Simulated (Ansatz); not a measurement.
## A series in volume per atom on CaO

All results are calculated (Ansatz 0.2.0 development build). Equation of state of a cubic crystal from periodic Kohn-Sham density functional theory without spin; pressure corrected for the finite basis.

Cell of the first row (space group Fm-3m, No. 225):
```
CaO
1.0
      0.0000     2.3663     2.3663
      2.3663     0.0000     2.3663
      2.3663     2.3663     0.0000
Ca O
1 1
Direct
  0.00000 0.00000 0.00000
  0.50000 0.50000 0.50000
```

Settings of every row: formula CaO; structure type rock salt; functional PBE; spin treatment none; k mesh 20x20x20; occupation method fermi-dirac; occupation width 0.061225619 eV; wave cutoff 700 eV; datasets hard PAW; density cutoff ratio 4.

Limits: the SCF threshold is loose for a stress in some rows.

| row | volume per atom (Å³) | energy above lowest point (meV/atom) | pressure (GPa) |
| --- | --- | --- | --- |
| 1 | 13.249 | 18.46 | 7.421 |
| 2 | 13.531 | 7.87 | 4.667 |
| 3 | 13.813 | 1.87 | 2.195 |
| 4 | 14.095 | 0 | -0.025 |
| 5 | 14.377 | ? | ? |
| 6 | 14.659 | 6.99 | -3.813 |
| 7 | 14.941 | 15.14 | -5.425 |

Question: what energy above lowest point and pressure should row 5 give?

Worked fit of energy above lowest point. Take u = (V_r/V)^(2/3) − 1 with V_r = 13.954 Å³ an atom, which is twice the finite (Eulerian) strain; such expansions in the strain, on which the Birch-Murnaghan equation of state is built, carry the rest volume and the bulk modulus. The shown rows have u = 0.03517, 0.02073, 0.00679, -0.00668, -0.03232, -0.04454. Least squares give energy above lowest point = 0.449 + 137.68 × u + 10581 × u² + 1883 × u³ meV/atom; a parabola predicts inner rows, each left out in turn, worse (root mean square 0.036 against 0.0047 meV/atom). All shown rows lie on it to the printed digit. Its lowest point lies at u = -0.0065, or V = 14.09 Å³ an atom, and the curvature there gives the bulk modulus at fixed shape and fractions, B = (4/9)(1 + u)² E″(u)/V = 105 GPa. The withheld row has u = -0.01971, so the fit gives 0.449 + 137.68 × (-0.01971) + 10581 × (-0.01971)² + 1883 × (-0.01971)³ = 1.83 meV/atom.

The calculation gave 1.83 meV/atom. The fit meets it to the printed digit.

Worked fit of pressure. Take u = (V_r/V)^(2/3) − 1 with V_r = 13.954 Å³ an atom, which is twice the finite (Eulerian) strain; such expansions in the strain, on which the Birch-Murnaghan equation of state is built, carry the rest volume and the bulk modulus. The shown rows have u = 0.03517, 0.02073, 0.00679, -0.00668, -0.03232, -0.04454. Least squares give pressure = 1.0556 + 164.751 × u + 448.7 × u² + 370 × u³ GPa; a parabola predicts inner rows, each left out in turn, worse (root mean square 0.007 against 7.4e-05 GPa). All shown rows lie on it to the printed digit. The pressure vanishes at u = -0.0065, or V = 14.09 Å³ an atom, and there the bulk modulus at fixed shape and fractions is B = −V dP/dV = (2/3)(1 + u) dP/du = 105 GPa. The withheld row has u = -0.01971, so the fit gives 1.0556 + 164.751 × (-0.01971) + 448.7 × (-0.01971)² + 370 × (-0.01971)³ = -2.020 GPa.

The calculation gave -2.02 GPa. The fit meets it to the printed digit.
